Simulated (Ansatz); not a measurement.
## A series in volume scale on Sr3SbP

All results are calculated (Ansatz 0.2.0). Free energy against uniform scaling of the volume at fixed shape and fractions; periodic cell, basis, potentials, k mesh and filling as listed.

The cell before it is scaled or strained (space group Pm-3m, No. 221):
```
Sr3SbP
1.0
      5.7400     0.0000     0.0000
      0.0000     5.7400     0.0000
      0.0000     0.0000     5.7400
Sr Sb P
3 1 1
Direct
  0.00000 0.50000 0.50000
  0.50000 0.00000 0.50000
  0.50000 0.50000 0.00000
  0.00000 0.00000 0.00000
  0.50000 0.50000 0.50000
```

Settings of every row: functional PBEsol; dispersion none; accuracy medium; potentials PAW; wave cutoff 630 eV; density cutoff 2520 eV; k mesh 3x3x3; k shift 0x0x0; occupations fixed; smearing width 0 eV; spin none; SCF threshold exponent -6.

Limits: coarse k mesh, up to 40 meV an atom off; stress loosely converged; the cell comes from a prototype or a list of computed structures and needn't be the stable phase.

| row | volume scale | V (Å³/atom) | pressure (GPa) | energy above lowest point (meV/atom) |
| --- | --- | --- | --- | --- |
| 1 | 0.94 | 35.554 | 0.75 | 1.7 |
| 2 | 0.96 | 36.311 | 0 | 0 |
| 3 | 0.98 | 37.067 | -0.68 | 1.6 |
| 4 | 1 | 37.824 | -1.3 | 6.3 |
| 5 | 1.02 | 38.58 | -1.85 | 13.8 |
| 6 | 1.04 | 39.337 | -2.34 | 23.7 |
| 7 | 1.06 | 40.093 | ? | ? |

Question: what pressure and energy above lowest point should row 7 give?

Worked fit of pressure. Take u = (V_r/V)^(2/3) − 1 with V_r = 37.445 Å³ an atom, which is twice the finite (Eulerian) strain; such expansions in the strain, on which the Birch-Murnaghan equation of state is built, carry the rest volume and the bulk modulus. The shown rows have u = 0.03515, 0.02071, 0.00679, -0.00669, -0.01971, -0.03233. Least squares give pressure = −0.998 + 45.81 × u + 122.6 × u² − 321 × u³ GPa; a parabola predicts inner rows, each left out in turn, worse (root mean square 0.0045 against 0.002 GPa). All shown rows lie on it to the printed digit. The pressure vanishes at u = 0.0207, or V = 36.31 Å³ an atom, and there the bulk modulus at fixed shape and fractions is B = −V dP/dV = (2/3)(1 + u) dP/du = 34.3 GPa. The withheld row has u = -0.04453, so the fit gives −0.998 + 45.81 × (-0.04453) + 122.6 × (-0.04453)² − 321 × (-0.04453)³ = -2.77 GPa.

The calculation gave -2.79 GPa. The fit lies 0.02 GPa (0.56 % of the column's range) above it; its largest miss of a shown row is 0.00 GPa. This row lies beyond the range of the fit.

Worked fit of energy above lowest point. Take u = (V_r/V)^(2/3) − 1 with V_r = 37.445 Å³ an atom, which is twice the finite (Eulerian) strain; such expansions in the strain, on which the Birch-Murnaghan equation of state is built, carry the rest volume and the bulk modulus. The shown rows have u = 0.03515, 0.02071, 0.00679, -0.00669, -0.01971, -0.03233. Least squares give energy above lowest point = 3.61 − 349.8 × u + 8417 × u² meV/atom; a straight line predicts inner rows, each left out in turn, worse (root mean square 3.7 against 0.038 meV/atom). All shown rows lie on it to the printed digit. Its lowest point lies at u = 0.0208, or V = 36.31 Å³ an atom, and the curvature there gives the bulk modulus at fixed shape and fractions, B = (4/9)(1 + u)² E″(u)/V = 34.4 GPa. The withheld row has u = -0.04453, so the fit gives 3.61 − 349.8 × (-0.04453) + 8417 × (-0.04453)² = 35.9 meV/atom.

The calculation gave 35.8 meV/atom. The fit lies 0.1 meV/atom (0.28 % of the column's range) above it, one unit of the last digit. This row lies beyond the range of the fit.
